**The unbounded-medium assumption behind upwind false diffusion**

**Setup.** For gray phonons with heat capacity $C$, speed $v$ and mean free path $\Lambda$, write the intensity $I$ in kelvin, let $\mu$ be the direction cosine and $\langle\cdot\rangle=\tfrac12\int_{-1}^{1}d\mu$. The angular quadrature is taken to be exact. For $\mu>0$ the steady step scheme is

$$\mu\,\frac{I_j-I_{j-1}}{\Delta x}=\frac{T_j-I_j}{\Lambda},\qquad T_j=\langle I_j\rangle ,$$

and it is mirrored for $\mu<0$. Its modified equation adds a diffusivity $|\mu|v\Delta x/2$ per ordinate.

*Predict: does a linear profile of gradient $g$ solve the scheme exactly?*

It does, with $I_j=T_j-\mu\Lambda g$. The upwind face flux takes $I_j$ for $\mu>0$ and $I_{j+1}$ for $\mu<0$:

$$q=-Cv\left(\frac{\Lambda}{3}+\frac{\Delta x}{4}\right)g,\qquad k_{\rm num}=k_0\left(1+\frac{3\Delta x}{4\Lambda}\right),\qquad k_0=\frac{Cv\Lambda}{3}.$$

As $\Lambda/\Delta x\to0$ the conductivity tends to $Cv\Delta x/4$, a property of the mesh, so the scheme is not asymptotic preserving. With several bands the fluxes add, and $\Lambda$ becomes their $Cv$-weighted mean.

**Where the assumption enters.** The linear solution needs upstream neighbours that continue it forever. A layer of thickness $L=N\Delta x$ has walls. Take them black, at $T_h$ and $T_c=T_h-\Delta T$.

*Predict: which value enters cell 1, and where would the bulk solution have placed it?*

The wall supplies $T_h$ in the slot of $I_0$, which belongs to a ghost centre half a cell outside the layer. The bulk form $T_0-\mu\Lambda g$ cannot equal $T_h$ for every $\mu$, so match the incoming flux:

$$\int_0^1\mu\,(T_0-\mu\Lambda g)\,d\mu=\frac{T_h}{2}\quad\Rightarrow\quad T_h-T_0=\tfrac23\Lambda|g| .$$

The two ghost centres lie $L+\Delta x$ apart, hence $\Delta T=|g|\,(L+\Delta x+4\Lambda/3)$ and

$$k_{\rm app}\equiv\frac{qL}{\Delta T}=\frac{k_{\rm num}}{1+\delta}\approx k_{\rm num}(1-\delta),\qquad \delta=\frac1N+\frac{4\Lambda}{3L}.$$

The first correction is $-\delta$. The term $4\Lambda/3L$ is physical temperature slip, while $1/N$ is numerical slip.

*Predict $q$ for very thick cells.*

Each cell emits at its own $T_j$, like a radiation shield, and $q\to Cv\Delta T/[4(N+1)]$. The bulk result has $N$ in place of $N+1$.

**How good is flux matching?** Solving the scheme gives $I_j=aI_{j-1}+(1-a)T_j$ with $a=\mu\epsilon/(1+\mu\epsilon)$ and $\epsilon=\Lambda/\Delta x$. For $N=1$ the cell sits at the mean wall temperature, and exactly

$$q=\frac{Cv\Delta T}{4}\int_0^1\mu(1+a)\,d\mu=\frac{Cv\Delta T}{8}\left(1+\frac{2\epsilon}{3}-\frac{\epsilon^2}{2}+\dots\right).$$

The formula for $k_{\rm app}$ reproduces the first two terms and has $-4\epsilon^2/9$ for the third.

**Amorphous SiO$_2$ near 300 K.** Typical inputs are $k_0\approx1.4$ W m$^{-1}$K$^{-1}$, $C\approx1.65\times10^6$ J m$^{-3}$K$^{-1}$ and $v\approx4100$ m/s. Choosing $\Lambda=3k_0/(Cv)=0.62$ nm reproduces that conductivity by construction. It is an effective length, since most vibrations of a glass do not propagate. Take $L=10$ nm and $\Delta x=2$ nm, so $N=5$ and $\epsilon=0.31$.

*Predict which slip dominates.*

The numerical one: $\delta=0.20+0.083=0.28$. Since $\delta^2=0.080$ rivals the physical slip, keep the full denominator.

| quantity | value in units of $k_0$ |
|---|---|
| bulk $k_{\rm num}$ | 3.42 |
| $k_{\rm app}$, flux matching | 2.67 |
| $k_{\rm app}$, five-cell scheme solved directly | 2.66 |
| $k_{\rm app}$ for $\Delta x\to0$, flux matching | 0.92 |

The walls lower the bulk estimate by 22 per cent, and the mesh still overstates the flux by a factor of 2.9. The model's apparent 3.7 W m$^{-1}$K$^{-1}$ is a mesh artefact, far above the 1.4 put in as typical of the oxide. A real interface with silicon adds a boundary resistance that black walls leave out, which would lower the flux further.